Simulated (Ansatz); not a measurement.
# Strength of the C–C bond: C2H8Si → SiH3(CH2) + CH3

Species: C2H8Si `CC[SiH3]`, singlet; SiH3(CH2), doublet; CH3 (methyl radical) `[CH3]`, doublet. 

Shapes, held fixed at every level: PBE0-D4/def2-TZVP. Programs: Ansatz 0.2.0. The zero-point and thermal change to 298 K, harmonic and unscaled (PBE0-D4/def2-TZVP), is -26.4 kJ/mol.

```json
{"level": "PBE-D4/def2-TZVPP", "kind": "GGA", "ΔH(298 K) (kJ/mol)": "+362.5", "less CCSD(T)/CBS estimate": "0.0"}
{"level": "BHLYP-D4/def2-TZVPP", "kind": "global hybrid", "ΔH(298 K) (kJ/mol)": "+331.4", "less CCSD(T)/CBS estimate": "-31.1"}
{"level": "wB97M-V/def2-TZVPP", "kind": "range-separated hybrid", "ΔH(298 K) (kJ/mol)": "+364.9", "less CCSD(T)/CBS estimate": "+2.4"}
{"level": "MP2/def2-TZVPP", "kind": "perturbation theory", "ΔH(298 K) (kJ/mol)": "+374.5", "less CCSD(T)/CBS estimate": "+12.0"}
{"level": "CCSD(T)/def2-SVP", "kind": "coupled cluster or CI", "ΔH(298 K) (kJ/mol)": "+358.3", "less CCSD(T)/CBS estimate": "-4.2"}
{"level": "CCSD(T)/def2-TZVPP", "kind": "coupled cluster or CI", "ΔH(298 K) (kJ/mol)": "+354.3", "less CCSD(T)/CBS estimate": "-8.2"}
{"level": "CCSD(T)/CBS estimate", "kind": "coupled cluster or CI", "ΔH(298 K) (kJ/mol)": "+362.5", "less CCSD(T)/CBS estimate": "0.0"}
```

The highest level, CCSD(T)/CBS estimate, gives ΔH(298 K) = +362.5 kJ/mol; the levels span +331.4 to +374.5. The column of differences is taken from that level and isn't an error. No measured value is set beside it here. Open shells run unrestricted unless RO is named. The CBS estimate extrapolates MP2 from def2-TZVPP and def2-QZVPP and adds CCSD(T) − MP2 in the triple-zeta set, cores frozen.

Breaking the C–C bond of ethylsilane costs +362.5 kJ/mol at the highest level, as expected for a strong, nearly nonpolar σ bond. Homolysis unpairs two electrons and loses the correlation energy of the bonding pair, so the result depends on how evenly a method treats the molecule and its radical fragments. BHLYP gives the weakest bond, probably because its large share of exact exchange removes much of the left-right correlation that semilocal exchange mimics.

MP2 lies further above CCSD(T) in the same triple-zeta basis than its listed difference of +12.0 suggests, since that basis itself puts CCSD(T) below the extrapolated value. The coupled-cluster values also fall from double to triple zeta before rising at the CBS estimate, so the closeness of the smallest basis to the limit is no sign of convergence. PBE's exact match is likewise no proof of general accuracy. How far delocalisation into the Si–H σ* orbitals stabilises the silylmethyl radical would need an alkane counterpart to judge.
